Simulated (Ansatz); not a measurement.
**MgB₂: from λ and ω_log to T_c, calculated with Ansatz**

Space group P6/mmm (No. 191), 3 atoms in the cell of the first input below: a = 3.078 Å, b = 3.078 Å, c = 3.514 Å, α = 90.00°, β = 90.00°, γ = 120.00°.

The structure is a measured one, not always of the ambient phase, relaxed without spin–orbit coupling to zero pressure (pressure 0.0 GPa with this functional, without spin–orbit coupling). Functional: PBE.

Input:

```yaml
crystal:
  lattice:
    - [3.0782022112, 0.0, 0.0]
    - [-1.5391011056, 2.6658013129, 0.0]
    - [0.0, 0.0, 3.5136169657]
  atoms:
    - { symbol: Mg, position: [0.0, 0.0, 0.0] }
    - { symbol: B, position: [0.3333333333, 0.6666666667, 0.5] }
    - { symbol: B, position: [0.6666666667, 0.3333333333, 0.5] }
basis:
  ecutwfc: 420
  ecutrho_ratio: 4
kpoints:
  mp_grid: { grid: [12, 12, 10] }
hamiltonian:
  xc: pbe
scf:
  occupations: { method: methfessel_paxton, width: 0.2 }
output: {}
phonons:
  supercell: [2, 2, 2]
  qpath:
    path:
      - [[0.0, 0.0, 0.0], [0.5, 0.0, 0.0], [0.33333333, 0.33333333, 0.0], [0.0, 0.0, 0.0], [0.0, 0.0, 0.5], [0.5, 0.0, 0.5], [0.33333333, 0.33333333, 0.5], [0.0, 0.0, 0.5]]
      - [[0.5, 0.0, 0.5], [0.5, 0.0, 0.0]]
      - [[0.33333333, 0.33333333, 0.5], [0.33333333, 0.33333333, 0.0]]
    npoints: 6
  electrical_resistivity: { mesh: [24, 24, 20], temperatures: [50, 100, 200, 300, 500] }
  superconductivity: { mesh: [24, 24, 20], eliashberg_equations: false }
```

```bash
ansatz run input.yaml --threads 8 --pin off --max-ram 15360MiB --backend cpu --events-out ev --progress --plain --runs-dir out
```

Time: 64 s on 8 threads of Arm Neoverse V2, with other jobs on the host, peak memory 1.9 GiB.

On the finest mesh λ = 0.6107, ω_log = 61.850 meV, N(E_F) = 0.349 states per eV, spin and cell. λ by mesh: 24×24×20 0.611, 12×12×10 0.590, 6×6×5 0.448.

**Question.** What T_c does McMillan's formula in the Allen–Dynes form give for μ* = 0.10?

**Answer.** T_c = (ω_log/1.2) exp[−1.04(1+λ)/(λ − μ*(1+0.62λ))] = (717.74 K/1.2) × exp(−1.6751/0.4728) = 17.30 K (the run, unrounded: 17.31 K). λ still moved by 3 % between the two finest meshes, so T_c isn't settled to the digits shown. By mesh, finest first, the same formula gives 17.31, 15.60, 5.53 K.

```tsv
μ*	McMillan (K)	Allen–Dynes with strong-coupling factors (K)
0.08	21.04	21.67
0.10	17.31	17.79
0.12	13.90	14.25
0.13	12.33	12.63
0.14	10.84	11.10
0.16	8.17	8.34
0.20	4.03	4.10
```

Caveats: small supercell, couplings not converged in it; with so small a supercell and a typed μ*, T_c can miss a measured one by a factor of two or more; λ is not converged in the mesh, and T_c depends on it steeply.

Raising μ* from 0.08 to 0.20 lowers the McMillan T_c from 21.04 to 4.03 K. At this moderate λ, the Coulomb term cancels a sizeable part of the attraction in the exponent's denominator. The strong-coupling factors add little in any row, as expected well below the strong-coupling regime. The large ω_log reflects light boron atoms and stiff covalent B–B bonds, and it sets a generous prefactor even where the pairing is modest.

The measured T_c of MgB₂ is well above every value in the table, so the discrepancy can't be put down to the choice of μ* within this range. In the established picture, holes in the boron σ bands couple strongly to in-plane bond-stretching phonons, mainly at small wavevectors spanning the narrow σ Fermi sheets. Coarse sampling probably misses part of this coupling, and a single isotropic λ averages it with the weaker π-band coupling, which removes the anisotropic enhancement of T_c. The total λ alone doesn't show how the pairing divides between σ and π states.
